Q: I have ruthenium calculated at seven volumes, and I need the pressure and the energy at a volume in between. I'd like to get them with pencil and paper. Can I treat the metal as a spring of constant stiffness?

Hexagonal close-packed ruthenium (two-atom cell), calculated with Ansatz 0.2.0: PBE, scalar-relativistic PAW, plane waves to 420 eV, no spin polarization. Cell shape and atoms were relaxed at each fixed volume, with an 18×18×10 k mesh and Gaussian smearing of 0.1 eV. Energies are extrapolated to zero smearing; positive pressure means compression.

| volume (relaxed cell) (Å³/atom) | c/a (relaxed cell) | shortest distance (relaxed cell) (Å) | energy over elements (eV/atom) | pressure (GPa) |
| --- | --- | --- | --- | --- |
| 12.113 | 1.5876 | 2.554 | 0.249 | 54.14 |
| 12.527 | 1.5858 | 2.582 | 0.132 | 36.88 |
| 12.939 | 1.5839 | 2.609 | 0.056 | 22.38 |
| 13.352 | 1.5819 | 2.635 | 0.015 | 10.21 |
| 14.179 | 1.5774 | 2.686 | 0.014 | -8.58 |
| 14.591 | 1.5750 | 2.711 | 0.046 | -15.75 |
| 15.142 | 1.5716 | 2.742 | 0.114 | -23.49 |

A: Compare two steps in volume of nearly the same length. From 12.113 to 12.527 Å³/atom the pressure drops by 17 GPa. From 14.179 to 14.591 Å³/atom it drops by only 7 GPa. A spring of constant stiffness would lose the same amount both times, so the stiffness itself must depend on volume.

Q: Why does the metal become softer when it is expanded?

A: Because the pressure is a difference between a push and a pull, and both fade as the atoms move apart. The pull comes largely from the partly filled d band. When neighbours approach, their d orbitals overlap more and the band spreads in energy. The electrons occupy mostly its lower, bonding part, so this contribution lowers the energy.

The push has two sources. Electrons confined to less space have more kinetic energy, and the outer electrons of one atom must stay orthogonal to the closed inner shells of the next, which costs still more. This cost has to rise more steeply on compression than the bonding gain does. Otherwise the volume at which the two balance would be a maximum of the energy, and the crystal would collapse or fly apart.

Q: Do the calculations show any of this, or is it only an argument?

A: They show a sign of the spreading of the bands. There is an energy overlap between the last band that the electrons would fill by simple counting and the next one up. It grows from 2.7 eV in the most expanded cell to 3.7 eV in the most compressed. The division of the total energy into push and pull is theory, since the calculation gives only their sum.

Q: Is there a simpler system where I can see such a balance written out?

A: The hydrogen atom. Give its electron a cloud of the usual exponential shape, but with an adjustable radius $a$. In atomic units the kinetic energy is $1/(2a^2)$ and the attraction to the nucleus is $-1/a$, so the total is

$$E=\frac{1}{2a^2}-\frac{1}{a}=\frac12\left(\frac1a-1\right)^2-\frac12 .$$

The steep cost and the gentler gain combine into a perfect square, provided that you use $1/a$ as the variable instead of $a$. Plotted against $a$ itself, the same curve is lopsided: steep on the compressed side and shallow on the other.

Q: So for the metal I should look for a variable that makes the energy a square?

A: Yes, and the density is a good one to try. Let $V$ be the volume per atom, $V_0$ its value at zero pressure, and $r=V_0/V$ the density relative to equilibrium. Then write

$$E=E_0+\frac{BV_0}{2}\,(r-1)^2 ,$$

where $E_0$ is the energy at the minimum and $B$ is the bulk modulus there, that is, the resistance to a uniform change of volume. Multiplied out, the square contains a repulsion that grows as $r^2$ and an attraction that grows as $r$. The algebra is that of hydrogen, but the powers are not derived from first principles here. They stand for the combined effect of many electrons.

Q: And the pressure?

A: It is minus the derivative of the energy with respect to volume. Since $dr/dV=-r^2/V_0$, you get

$$P=B\,r^2(r-1)=B\,(r^3-r^2).$$

Now the push goes as $r^3$ and the pull as $r^2$. Make the metal 10% denser, and the difference is $1.331-1.210=0.121$, a pressure of about 12% of $B$. Make it 10% less dense, and you get $0.729-0.810=-0.081$, a tension of only 8% of $B$. That is the softening which you saw in the two steps.

Q: How do I find $V_0$ and $B$ without a fitting program?

A: Multiply the pressure by $V^2$. The rule then becomes a straight line in $1/V$:

$$PV^2=BV_0^3\,\frac1V-BV_0^2 .$$

Two rows fix a line. Take those on either side of zero pressure, 13.352 and 14.179 Å³/atom. Their energies are almost equal because they lie on opposite slopes of the valley, not because the energy is flat between them.

For these rows $PV^2$ is 1820 and −1725 GPa Å⁶, so the slope is

$$BV_0^3=\frac{1820+1725}{0.074895-0.070527}\approx 811\,600\ \text{GPa Å}^9 .$$

The line crosses zero at $1/V_0=0.070527+1725/811\,600=0.07265$ Å⁻³, which means $V_0=13.76$ Å³/atom. The slope times $(1/V_0)^3$ then gives $B=311$ GPa.

Q: What should I remember from that?

A: That one percent of extra density costs about 3 GPa. For the energy you need $BV_0/2$, which is 13.4 eV per atom once you use 1 eV/Å³ = 160.2 GPa. One percent of density change therefore costs only about 1.3 meV per atom, but ten percent costs a hundred times as much. The pressure starts in proportion to the change, the energy as its square.

Q: Let me try the most compressed cell, 12.113 Å³/atom. It took no part in finding the constants.

A: Good. Its relative density is $r=1.136$, and with one more digit carried the pressure is

$$P=311.2\times1.291\times0.1363\approx54.8\ \text{GPa}.$$

The table has 54.1 GPa, so the estimate is too high by 1.2% of the calculated pressure. Constant stiffness, with the same $V_0$ and $B$, would have given only 37 GPa. The curvature is thus no refinement at this density; it supplies about a third of the pressure.

Q: And its energy?

A: The square of 0.1363 is 0.01858, which gives

$$E-E_0=13.37\times0.01858\approx0.248\ \text{eV/atom}.$$

To compare this with the column "energy over elements" you must add $E_0$. I took it as the average, over the same two rows near the minimum, of the tabulated energy less the square term; it is 0.002 eV/atom. The sum is 0.251 eV/atom, against 0.249 in the table.

Q: Shouldn't $E_0$ be zero? The reference is the elemental crystal, and this is ruthenium itself.

A: Ideally, yes. A small numerical difference between the reference calculation and this series is my guess, but the data at hand don't settle it. The offset cancels whenever you subtract the energies of two volumes, which is the safer way to use the rule.

Q: Now the other end, 15.142 Å³/atom. I get $r=0.909$, so $r-1$ is negative and the pressure must be a tension.

A: Right. The arithmetic is

$$P=311.2\times0.8263\times(-0.0910)\approx-23.4\ \text{GPa},$$

and the table has −23.5 GPa. Constant stiffness would give −31 GPa, too strong a tension this time. It makes the pressure too small under compression and the tension too large under expansion, because it ignores that the metal hardens in one direction and softens in the other. The energy estimate is 0.113 eV/atom, against 0.114 in the table.

Q: Are the other cells described as well?

A: Over the five rows that did not set $V_0$ and $B$, the pressure is right to within 0.7 GPa. The estimate lies slightly above the calculated value in each of them, and the worst case is the compressed cell that you worked out. The energies of all seven rows agree to within 2 meV per atom. That agreement is mainly a check of consistency, because pressure and energy are two aspects of the same calculated curve.

Q: Why should the density itself be the right variable? You could have used some power of it.

A: I could, and the power is where the physics enters. Suppose that the d band did everything. The coupling between d orbitals on neighbouring atoms falls roughly as the fifth power of their distance, and so does the bonding energy. If the repulsion goes as the square of that coupling, a common simple assumption, the energy becomes a square in $r^{5/3}$.

Q: Does that work better?

A: It works much worse. Set by the same two rows, it puts the pressure of the most compressed cell almost 8 GPa too high. A square in $r^{2/3}$, which is the second-order Birch equation, errs the other way by 2.6 GPa. When the power is left free in a least-squares fit to all seven pressures, it comes out at 0.94, so the plain density is a convenient choice close to the best one.

Q: But you said that the bands really do spread as the atoms approach. Do they spread too slowly for the d-band argument?

A: Not by much. Between the two end rows the band overlap grows as about the 1.5th power of the density, not far from 5/3. A single overlap is only a rough measure of the width of the d band, but it suggests that the bands behave much as the argument supposes. The fault may lie in the assumed square law for the repulsion, which nothing here tests, or in letting the d band stand for the whole energy. Ruthenium also has s and p electrons spread through the crystal. The kinetic energy of free electrons grows only as the 2/3 power of the density, so a contribution of that kind would be expected to make the total less steep, although these calculations don't separate it.

Q: Could I use the same rule for a neighbouring metal?

A: The lopsided shape should carry over, because there too both the push and the pull fade as the atoms move apart. The constants do not: you need two pressures of that metal, one on each side of zero. Then take a third volume and see whether its $PV^2$ falls on the line. If it doesn't, the balance between steep and gentle contributions is different, and the power has to change.

Q: How far can I go with ruthenium?

A: The rule has been tested from 9% below the equilibrium density to 14% above it. On the compressed side the error is already growing, from 0.2 to 0.6 GPa over the last step, so I would not go far beyond without another calculated point. The rule also holds only for pressure that is equal in all directions. Each cell was free to adjust its ratio $c/a$ at fixed volume, which a film clamped to a substrate can't do.

Q: And towards large volumes? Could I pull the crystal apart into atoms on paper?

A: No, and here the likeness to hydrogen ends. Let the hydrogen cloud spread without limit, and the square gives the correct ionization energy. Let $r$ go to zero for ruthenium, and the rule asks for 13.4 eV per atom, about twice the real cohesive energy, which I recall as roughly 7 eV. The overlap of orbitals on distant atoms, and the bonding that comes from it, fades faster than any fixed power of the density, and free ruthenium atoms are magnetic, which these calculations did not allow. The square describes the bottom of the valley, not the way out of it.
